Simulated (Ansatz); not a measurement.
## Correcting a cheap level on fluorocarbon molecules

The atomisation enthalpy at 298 K in kJ/mol of 6 fluorocarbon molecules: x at B2PLYP/def2-TZVPP, y from tabulated heats of molecules and atoms (Active Thermochemical Tables, CRC Handbook of Chemistry and Physics). Shapes, held fixed at every level: PBE0-D4/def2-TZVP. Flexible molecules stand in one conformer, not always the lowest. Computed values hold a harmonic thermal term (PBE0-D4/def2-TZVP) and the atoms' spin-orbit lowering. Programs: Ansatz 0.2.0.

| molecule | x (kJ/mol) | y (kJ/mol) |
| --- | --- | --- |
| C2H2F2 (vinylidene fluoride) | 2357 | 2361 |
| C2H4F2 (1,1-difluoroethane) | 2937 | 2965 |
| C2H3F3 (1,1,2-trifluoroethane) | 2960 | 3057 |
| C2H3F3 (1,1,1-trifluoroethane) | 3042 | ? |
| C2HF5 (pentafluoroethane) | 3117 | 3149 |
| C4F8 (octafluorocyclobutane) | 4978 | 5045 |

Problem. Fit y = c + s·x to the known rows and predict y for C2H3F3 (1,1,1-trifluoroethane).

Solution. 
1. Means of the 5 rows: x = 3269.80, y = 3315.4.
2. Σ(Δx)² = 3981231, Σ(Δx·Δy) = 4047770, so the slope is 4047770/3981231 = 1.0167.
3. Intercept: 3315.4 − (1.0167) × 3269.80 = -9.0. The largest residual of the fit is 57.
4. C2H3F3 (1,1,1-trifluoroethane): -9.0 + 1.0167 × 3042 = 3084 kJ/mol.

The tabulated heats give 3070 kJ/mol, so the prediction is off by +14 kJ/mol, within the largest residual. Uncorrected, B2PLYP/def2-TZVPP misses it by -28 kJ/mol, and the other rows by 46 on average. The line overshoots: the miss goes from -28 to +14. C4F8 lies far out in x and weighs most in the slope. Left out in turn, the other rows are missed by 51 kJ/mol on average, worse than no correction. The heats of C2H3F3, C2HF5, C4F8 come from older tables and can be uncertain by 10 kJ/mol or more. The tabulated values of C2H2F2, C2H3F3 (1,1,2-trifluoroethane) are in doubt (older tables, estimates, or at odds with other calculations) and kept here.

B2PLYP underbinds every molecule listed, as expected when a triple-zeta basis recovers too little of the pair correlation gained on forming bonds, though the functional itself may contribute. Among the more secure entries, the shortfall is similar for the fluorinated ethanes whatever their fluorine count and clearly larger for octafluorocyclobutane, which suggests an error that grows with the number of bonds rather than with fluorination alone.

1,1,2-Trifluoroethane breaks this pattern. It has the same atoms and bond types as its 1,1,1 isomer, so most of the method's error should cancel between the two, yet its shortfall is far larger. The calculation strongly favours the CF3 isomer, in keeping with the known stabilisation of geminal fluorines by n(F)→σ*(C–F) donation and Coulomb attraction to the positive carbon. The tabulated heats nearly erase that preference, so the reference value is probably at fault. This row has the largest residual, 57 kJ/mol, and pulls the line upwards, which probably explains much of the overshoot. The fitted coefficients therefore shouldn't be read as a property of B2PLYP.
